Treating diamond as a spring whose pressure is a straight line in volume gives pressures about 14% wrong once the volume has changed by some 6%. The error is easy to recognise: the spring puts the pressure too low at both ends of the table, in compression and in tension alike. A second failure sits in the energy column, whose values are too deep to be read as cohesive energies, and no pressure in the table can reveal it.

Diamond at fixed volumes, computed with Ansatz 0.2.0 using all-electron LAPW, the PBE functional and scalar relativity, with a 20×20×20 k mesh, Fermi-Dirac smearing of 0.08 eV and a basis error target of 0.5 meV/atom. Pressure is positive in compression; the energy is the free energy less that of spherical, spin-unpolarised free atoms.

```csv
volume (Å³/atom),shortest distance (Å),pressure (GPa),energy less free atoms (eV/atom)
5.332,1.513,32.23,-9.067
5.388,1.518,26.53,-9.077
5.445,1.524,21.09,-9.085
5.530,1.531,13.40,-9.095
5.559,1.534,10.96,-9.097
5.615,1.539,6.24,-9.100
5.729,1.550,-2.57,-9.101
5.786,1.555,-6.67,-9.099
5.814,1.557,-8.65,-9.098
5.899,1.565,-14.32,-9.092
5.956,1.570,-17.88,-9.086
6.013,1.575,-21.28,-9.079
```

The spring law says that pressure falls in proportion to the added volume,

$$P = B\,(1 - V/V_0),$$

where $P$ is the pressure, $V$ the volume per atom, $V_0$ the volume at zero pressure and $B$ the bulk modulus there. A Birch-Murnaghan equation of state, fitted to the pressures of all twelve rows, gives $V_0$ = 5.695 Å³/atom and $B$ = 433.5 GPa. The constants are therefore right for the crystal as PBE describes it, and what fails is the assumption that the slope of pressure against volume found at $V_0$ holds elsewhere. A fixed slope is not a fixed bulk modulus: on this line $-V\,dP/dV$ equals $BV/V_0$, which even falls under compression.

Take the most compressed row, 5.332 Å³/atom. The spring law gives 433.5 × (1 − 5.332/5.695) = 27.6 GPa, while the calculation gives 32.23 GPa. In the most stretched row, 6.013 Å³/atom, the spring predicts a tension of 24.2 GPa and the crystal pulls back with only 21.28 GPa. The computed crystal is harder to squeeze and easier to stretch than its spring.

This pattern identifies the fault. A wrong bulk modulus would give misses of opposite sign on the two sides, and a wrong $V_0$ would leave a miss at zero pressure too. Here the miss nearly vanishes around $V_0$ and grows towards both ends, which is the mark of a curve replaced by its tangent. The curvature also shows directly in neighbouring rows: the bulk modulus is 539 GPa between the two most compressed rows and 359 GPa between the two most stretched.

Part of the curvature is geometry: volume goes as the cube of the bond length, so even perfectly harmonic bonds would bend the pressure curve. The larger part arises because the bonds themselves stiffen as they shorten, which can be pictured as a contest between two energies that depend differently on distance. Electrons confined to a smaller space gain kinetic energy, and this cost rises steeply as the crystal shrinks. Their electrostatic and exchange-correlation energy falls at the same time. At $V_0$ the two changes balance. Under compression the kinetic cost outruns the gain, and because it depends more steeply on distance, its lead grows faster and faster. Each further equal step of compression therefore adds more pressure than the one before, while each further step of stretching adds less tension.

The outputs of the same runs show how large the opposing terms are. From 5.899 to 5.445 Å³/atom the kinetic energy rises by 3.67 eV/atom, and all other energy together falls by almost as much, the electrostatic part by 2.73 and the exchange-correlation part by 0.93 eV/atom. The virial theorem requires a rise close to this from the pressures, volumes and energies of the two rows alone, whatever the cause of the curvature. These two rows thus confirm that kinetic energy resists compression, but not how steeply each term varies.

For the steepness, a simple argument serves. If the valence electrons are squeezed uniformly, their kinetic energy varies as $1/L^2$ and their electrostatic and exchange energy as $1/L$, with $L = V^{1/3}$. Differentiating the sum, and requiring zero pressure at $V_0$ and the bulk modulus $B$ there, gives

$$P = 3B\,(x^5 - x^4), \qquad x = (V_0/V)^{1/3}.$$

This law uses the same two constants as the spring, and its curvature is not adjusted to the data.

At 5.332 Å³/atom $x$ is 1.0222, so the pressure is 3 × 433.5 × (1.1160 − 1.0918), or about 31.5 GPa. That removes 84% of the spring's miss in this row, and the share is similar at the stretched end. The row did take part in the fit that supplied $V_0$ and $B$, so this is no independent prediction, and the share does not single out this picture. Near $V_0$ the miss of any such law is set by how fast its bulk modulus rises with pressure, $dB/dP$: −1 for the spring, +1 for harmonic bonds, 3 for the scaling law and 3.714 in the fit. The scaling law closes 4 of the 4.714 units between spring and crystal, harmonic bonds would close 2 of them, and any law with $dB/dP$ near 3 would do as well as this one. The scaling law still comes out about 2% too low at both ends, because its $dB/dP$ falls short. By the virial theorem the fitted value implies that the changing parts of kinetic and potential energy vary roughly as the fourth and third powers of $1/L$ near $V_0$: the kinetic term is still the steeper, but the squeeze is not uniform, perhaps because the valence electrons must stay out of the rigid cores.

In practice, the relative pressure error of the spring law is a little more than twice the relative change of volume. A volume change of 1% costs about 2% in pressure, which is often acceptable; at several percent an equation of state with a variable stiffness is needed. Pressures are the better place to look for the fault. In the energies it amounts to only 2 to 3 meV/atom at the ends, a few units of the last printed digit.

The second failure concerns the zero of the energy column. The greatest depth is 9.10 eV/atom, against a cohesive energy of diamond of roughly 7.4 eV/atom, a recalled value. The reference is a spherical atom without spin polarisation, whereas a real carbon atom lowers its energy by keeping two p electrons with parallel spins. It gains a little more by giving up its spherical shape. The reference atom thus lies too high and the crystal looks too strongly bound; this is expected to make up most of the excess. Errors of the PBE functional and the missing zero-point motion also enter the difference, and the table lacks the spin-polarised atom that would separate them.

The error of the reference atom is the same in every row, so it drops out of every pressure. Energy steps and pressure work agree here to within 0.05 meV/atom, yet that agreement would survive any error in the atom. Differences between rows are free of that error, though they still leave out zero-point motion, which changes with volume; for a cohesive energy, the free atom must first be recalculated in its spin-polarised ground state. The printed analysis below gives the misses of both pressure laws row by row.

Output of the analysis:

```
fit of pressure on 12 rows: coefficient of (s/v)**(7/3) - (s/v)**(5/3) 650.2 +/- 0.077, coefficient of ((s/v)**(7/3) - (s/v)**(5/3))*((s/v)**(2/3) - 1) -139.6 +/- 2.2, s 5.695; rms 0.00542, worst 5.615 -0.0115, leave-one-out rms 0.00679
Pressure laws with common V0 and B:
    row  computed GPa  bulk modulus from row above GPa  spring law less computed GPa  scaling law less computed GPa
  5.332         32.23                              n/a                        -4.616                        -0.7356
  5.388         26.53                            538.6                        -3.234                         -0.515
  5.445         21.09                            519.5                        -2.111                        -0.3347
   5.53          13.4                              496                       -0.8973                         -0.144
  5.559         10.96                              477                       -0.6161                        -0.1044
  5.615          6.24                            464.9                       -0.2136                       -0.04248
  5.729         -2.57                            440.5                      -0.03856                      -0.007439
  5.786         -6.67                            416.1                       -0.2561                       -0.03985
  5.814         -8.65                            404.9                       -0.4348                       -0.06549
  5.899        -14.32                            390.3                        -1.241                        -0.1805
  5.956        -17.88                              372                        -1.999                        -0.2921
  6.013        -21.28                            358.7                        -2.916                        -0.4228
Volume at zero pressure (Å³/atom): 5.695
Bulk modulus at zero pressure (GPa): 433.5
Rise of bulk modulus per unit of pressure: 3.714
Share of the spring law's miss removed by the scaling law at 5.332 (percent): 84.07
Share of the spring law's miss removed by the scaling law at 6.013 (percent): 85.5
Spring energy less computed at 5.332, both from row 5.729 (meV/atom): -3.406
Spring energy less computed at 6.013, both from row 5.729 (meV/atom): 1.974
Kinetic energy rise from 5.899 to 5.445 (eV/atom): 3.669
Change of all other energy on the same way (eV/atom): -3.663
Kinetic energy rise by the virial theorem (eV/atom): 3.726
Largest mismatch of energy step and pressure work (meV/atom): 0.04928
Greatest depth below the reference atoms (eV/atom): 9.101
Depth in excess of the rough recalled cohesive energy (eV/atom): 1.701
```
